# The Born approximation in the vortex-lattice Bragg intensity

Small-angle neutron scattering gives the Fourier components $b_{\mathbf K}$ of the field, $b(\mathbf r)=\sum_{\mathbf G} b_{\mathbf G}e^{i\mathbf G\cdot\mathbf r}$, through the rocking-curve integrated intensity

$$I_{\mathbf K}=2\pi\phi V\left(\frac{\gamma}{4}\right)^2\left(\frac{m_n}{m_p}\right)^2\frac{\lambda_n^2\,|b_{\mathbf K}|^2}{\Phi_0^2\,K\cos\zeta}.$$

Here $\phi$ is the flux per unit area, $V$ the illuminated volume, $\gamma=1.913$ the size of the neutron moment in nuclear magnetons, $\Phi_0=h/2e$, and $\zeta$ the angle in the detector plane between $\mathbf K$ and the normal to the rocking axis. $I_{\mathbf K}$ is a count rate times radians. The mass factor is $1.0028$ and is usually set to one. The formula assumes single scattering: the direct beam is never depleted and a diffracted neutron never scatters again.

## Setup

The field and the straight vortices lie along $z$, the crystal $c$ axis, normal to a plate of thickness $t$ and area $S$. The beam is nearly along $z$ (Laue geometry). In the bulk the field has only a $z$ component, so the spin projection $\sigma=\pm1$ is conserved. The neutron moment is negative, so the potential is $\sigma\gamma\mu_N b(\mathbf r)$. With $\mu_N=e\hbar/2m_p$ the Schrödinger equation is $(\nabla^2+k^2)\psi=4\pi\rho\,\psi$, where

$$\rho_{\mathbf G}=\frac{m_n\,\sigma\gamma\mu_N}{2\pi\hbar^2}\,b_{\mathbf G}=\sigma\,\frac{\gamma}{4\Phi_0}\frac{m_n}{m_p}\,b_{\mathbf G}.$$

One millitesla is a scattering length density of $2.316\times10^{-9}$ Å$^{-2}$.

Write $\psi=e^{ikz}\sum_{\mathbf G}\psi_{\mathbf G}(z)\,e^{i(\mathbf k_\perp+\mathbf G)\cdot\mathbf r}$ and drop $\psi_{\mathbf G}''$, which is small by the square of the scattering angle. Since $4\pi/2k=\lambda_n$,

$$i\,\psi_{\mathbf G}'=\frac{|\mathbf k_\perp+\mathbf G|^2}{2k}\,\psi_{\mathbf G}+\sum_{\mathbf G'}g_{\mathbf G-\mathbf G'}\,\psi_{\mathbf G'},\qquad g_{\mathbf G}=\lambda_n\rho_{\mathbf G}.$$

The mean field and the mean nuclear potential give all beams a common phase. Absorption and incoherent scattering give all beams a common attenuation, because the path lengths are equal at these angles. Both are left out below, so $\phi$ is the flux transmitted away from the Bragg condition. With the origin on a vortex, $g_{\mathbf G}$ is real.

The detuning of reflection $\mathbf K$ from the direct beam is $s=(2\mathbf k_\perp\cdot\mathbf K+K^2)/2k$. Rocking by $d\omega$ changes $\mathbf k_\perp$ by $k\,d\omega$ normal to the axis, so $ds=K\cos\zeta\,d\omega$. This is the Lorentz factor.

## Where the assumption enters

Keep the beams $0$ and $\mathbf K$, with $g=g_{\mathbf K}$:

$$i\psi_0'=g\,\psi_{\mathbf K},\qquad i\psi_{\mathbf K}'=s\,\psi_{\mathbf K}+g\,\psi_0 .$$

The Born approximation replaces the first equation by $\psi_0=1$. The second then gives the diffraction probability $P_B=g^2\sin^2(st/2)/(s/2)^2$, with $\int P_B\,ds=2\pi g^2t$. Therefore $I=\phi S\int P_B\,d\omega=2\pi\phi Vg^2/(K\cos\zeta)$, which is the formula at the top. At $s=0$, $P_B=A^2$ with

$$A=gt=\lambda_n\rho_{\mathbf K}t ,$$

and this exceeds one for a thick plate. The coupled equations give instead $P=g^2\sin^2(\Omega t)/\Omega^2$ with $\Omega^2=g^2+s^2/4$. On the Bragg condition the intensity swings between the beams with the Pendellösung period $\pi/|g|$.

## First correction: extinction

A real lattice is not straight over the whole plate. Model this by a rigid displacement $\mathbf u(z)$ that is a symmetric random walk in $z$. The coupling acquires a phase $\varphi=-\mathbf K\cdot\mathbf u$ with independent increments and $\langle e^{i[\varphi(z)-\varphi(z')]}\rangle=e^{-|z-z'|/L}$. The perfect lattice is $L\to\infty$. The equations become $i\psi_0'=ge^{-i\varphi}\psi_{\mathbf K}$ and $i\psi_{\mathbf K}'=s\psi_{\mathbf K}+ge^{i\varphi}\psi_0$.

Define $D=|\psi_0|^2-|\psi_{\mathbf K}|^2=1-2P$ and $C=\psi_0^*\psi_{\mathbf K}$. Then $C'=-isC-ige^{i\varphi}D$ and $D'=4g\,\mathrm{Im}(e^{-i\varphi}C)$. Solving for $C$ with $C(0)=0$,

$$D'(z)=-4g^2\int_0^z dz'\,\cos\!\big[s(z-z')+\varphi(z)-\varphi(z')\big]\,D(z').$$

$D(z')$ depends only on phase increments before $z'$, so the average factorises exactly and the kernel becomes $e^{-(z-z')/L}\cos s(z-z')$. Take the Laplace transform $z\to p$, with $q=p+1/L$ and $D(0)=1$:

$$\tilde D=\frac{1}{p+4g^2q/(q^2+s^2)},\qquad \tilde P=\frac12\Big(\frac1p-\tilde D\Big)=\frac{2g^2q}{p^2\,(s^2+q^2+4g^2q/p)} .$$

This is a Lorentzian in $s$, and its integral is

$$\int\tilde P\,ds=\frac{2\pi g^2}{p^2\sqrt{1+4g^2/pq}}=\frac{2\pi g^2}{p^2}-\frac{4\pi g^4}{p^3q}+\dots$$

The first term inverts to $2\pi g^2t$ for any $L$. In Born approximation disorder widens the rocking curve and leaves its area unchanged, which is why we integrate. For $L\ll t$ the Born curve is a Lorentzian of full width $\Delta\omega=2/(KL\cos\zeta)$. The second term is the convolution of $t^2/2$ with $e^{-t/L}$. The extinction factor $y=I/I_{\rm Born}$ is then

$$y=1-A^2h(t/L)+O(A^4),\qquad h(x)=\int_0^1(1-v)^2e^{-xv}\,dv=\frac1x-\frac{2}{x^2}+\frac{2(1-e^{-x})}{x^3}.$$

**Perfect lattice.** Here $h(0)=1/3$. With $q=p$ the transform is $2\pi g^2/(p\sqrt{p^2+4g^2})$, and $1/\sqrt{p^2+4g^2}$ is the transform of $J_0(2gz)$. To all orders,

$$y=\frac{1}{2A}\int_0^{2A}J_0(x)\,dx=1-\frac{A^2}{3}+\frac{A^4}{20}-\dots$$

**Short correlation.** For $L\ll t$, $h\to L/t$ and $1-y\to g^2tL$. Darwin's intensity-transfer equations give the same. With a rate $\Sigma(s)=2\pi g^2W(s)$ and $W$ the normalised Lorentzian of half width $1/L$, they give $P=(1-e^{-2\Sigma t})/2\approx\Sigma t-\Sigma^2t^2$, and $\int W^2ds=L/2\pi$.

Since $h$ decreases monotonically, $A^2/3$ bounds the first-order loss within this model. The loss is even in $\sigma$, always lowers the intensity, and depends on the intrinsic $L$. A spread of incident angles within the rocking direction only convolves the curve and does not change $y$.

$A$ can be had without a model of the superconductor. The integrated reflectivity $R=I/\phi S$ is $2\pi g^2t/(K\cos\zeta)$ to leading order, so $A^2=RKt\cos\zeta/2\pi$.

## Size for Sr$_2$RuO$_4$ at 25 mT

For the square lattice at $B=25$ mT the spacing is $a=\sqrt{\Phi_0/B}=287.6$ nm and $K_{10}=2\pi/a=2.185\times10^{-3}$ Å$^{-1}$. For illustration choose $\lambda_n=15$ Å, $t=1$ mm and $\zeta=0$. The Bragg angle is $\theta_B=K\lambda_n/4\pi=2.61$ mrad, and $g=0.3474$ mm$^{-1}$ per mT.

The form factor needs material inputs. Take as approximate low-temperature values $\lambda=190$ nm and $\xi=66$ nm, which give $\kappa=2.88$ and $B_{c2}=\Phi_0/2\pi\xi^2=75.6$ mT. Two estimates follow.

- **London.** $b_{\mathbf K}=B/(1+\lambda^2K^2)$ with $\lambda K_{10}=4.15$ gives $b_{10}=1.37$ mT and $b_{11}=0.705$ mT. It ignores the cores, although $\xi K_{10}=1.44$.
- **Abrikosov solution of isotropic Ginzburg-Landau theory, square lattice imposed.** $|b_{mn}|=(B_{c2}-B)\,e^{-\pi(m^2+n^2)/2}/[(2\kappa^2-1)\beta_A+1]$ with $\beta_A=\big(\sum_m e^{-\pi m^2}\big)^2=1.180$ gives $b_{10}=0.54$ mT and $b_{11}=0.113$ mT. It is the leading term in $B_{c2}-B$, used here at $B/B_{c2}=0.33$, far from where it is controlled.

Neither estimate explains why the lattice is square, and they are not strict bounds. They give $A=0.476$ and $0.188$, Pendellösung periods of $6.6$ and $16.7$ mm, and Born reflectivities $R=6.5\times10^{-5}$ and $1.0\times10^{-5}$ rad. The table lists the first-order loss $A^2h$ for chosen $L$.

| $L$ | $2/KL$ (deg) | $h$ | loss, London (%) | loss, Abrikosov (%) |
|---|---|---|---|---|
| $\infty$ | 0 | 0.333 | 7.6 | 1.2 |
| 100 µm | 0.052 | 0.0820 | 1.9 | 0.29 |
| 20 µm | 0.26 | 0.0192 | 0.44 | 0.068 |
| 5 µm | 1.05 | 0.00495 | 0.11 | 0.017 |

For the perfect lattice the Bessel formula gives $y=0.927$ and $0.988$. The London loss is thus $7.3\%$ to all orders, and the first term is adequate. Reading that intensity with the Born formula lowers $b_{10}$ by the factor $\sqrt y$, and the London relation then returns a $\lambda$ too large by $2.0\%$. This is the largest case in the table. For an intrinsic rocking width of a quarter of a degree or more the loss is below half a percent, comparable to or smaller than the $0.28\%$ mass factor.

The loss grows as $\lambda_n^2$, and as $t^2$ for $L\gg t$ or as $t$ for $L\ll t$. A direct test is to plot $I/(\phi\lambda_n^2)$ against $\lambda_n^2$. Born predicts a constant, and extinction gives a falling line whose intercept is the Born value.

The form-factor model matters far more. The two estimates of $b_{10}$ differ by a factor $6.4$ in intensity. The scaling $I\propto B^2\lambda^{-4}K^{-5}$ follows from the London form only for $\lambda K\gg1$ at fixed $\zeta$, and here it overstates even the London intensity by $(1+1/\lambda^2K^2)^2=1.12$. For the $(10)$ spot $K\propto B^{1/2}$, so the scaling reads $I_{10}\propto B^{-1/2}$.

## Terms left out of the two-beam treatment

**Detours through off-Bragg beams.** With $\mathbf k_\perp=(-K/2,0)$, beam $(m,n)$ is detuned by $(m^2-m+n^2)\Delta$, where $\Delta=K^2/2k=K\theta_B=57.0$ mm$^{-1}$. Eliminating these beams in second-order perturbation theory changes the coupling to

$$g_{\rm eff}=g_{10}-\sum_{(m,n)}\frac{g_{1-m,-n}\,g_{mn}}{(m^2-m+n^2)\,\Delta},$$

with $(0,0)$ and $(1,0)$ excluded. The accompanying diagonal shifts only move the peak. The four nearest beams, $(0,\pm1)$ and $(1,\pm1)$, give $g_{\rm eff}/g_{10}=1-4g_{11}/\Delta$. The ratio $g/\Delta=4\pi\rho/K^2$ depends on neither $\lambda_n$ nor $t$. The size of $4g_{11}/\Delta$ is $1.7\%$ for London and $0.27\%$ for Abrikosov. The full London sum is $2.2\%$, which is $4.3\%$ in intensity. This term is of order $b^3$ in the intensity, one order below extinction, and for one spin state it rivals or exceeds extinction. It is odd in $\sigma$, lowering the intensity for $\sigma=+1$ and raising it for $\sigma=-1$. It cancels for an unpolarised beam, leaving terms of the order of its square, about $5\times10^{-4}$ for London. With polarised neutrons it has to be kept.

**Rocking about a lattice diagonal.** For $\zeta=45^\circ$ and $\mathbf k_\perp$ along the diagonal, $(10)$ and $(01)$ have detuning $s$ and $(11)$ has $2s$, so all three reach the Bragg condition together at $\mathbf k_\perp=-(K/2)(1,1)$. Take a perfect lattice and set $g_{11}=0$. The four-beam problem then separates into two independent two-beam problems along $x$ and $y$, so that $P_{10}=P(1-P)$ and $P_{11}=P^2$. From $\int\sin^4u/u^4\,du=2\pi/3$ one has $\int P_B^2\,ds=\tfrac23A^2\int P_B\,ds$. The loss in $(10)$ becomes $A^2/3+2A^2/3=A^2$, three times the two-beam value. Double scattering also feeds $(11)$. Here $ds=K\,d\omega/\sqrt2$, while the single-scattering $(11)$ intensity has the Lorentz factor $\sqrt2K$. The ratio of double to single scattering is $\tfrac43A^2(b_{10}/b_{11})^2$, which is $1.1$ for both estimates. The interference between the two is odd in $\sigma$ and cancels for an unpolarised beam. This ratio is the extreme case. It needs $L\gtrsim t$ and collimation along the rocking axis to an angle of order $1/Kt=0.046$ mrad, and it falls when either condition is relaxed. It shows that a weak $(11)$ spot is much more exposed to multiple scattering than $(10)$. In the $\zeta=0$ geometry the same four-beam point is reached by neutrons tilted by $\theta_B$ along the rocking axis, so the two-beam result assumes a divergence in that direction well below $2.61$ mrad.

**Lateral disorder.** The direct and diffracted beams separate by $2\theta_Bt=5.2$ µm across the plate, about 18 lattice spacings. The random-walk model takes $\mathbf u$ as uniform over that distance. A lattice whose order breaks up on a shorter lateral scale lies outside the model, and its $h$ has to be recomputed for the actual correlation function.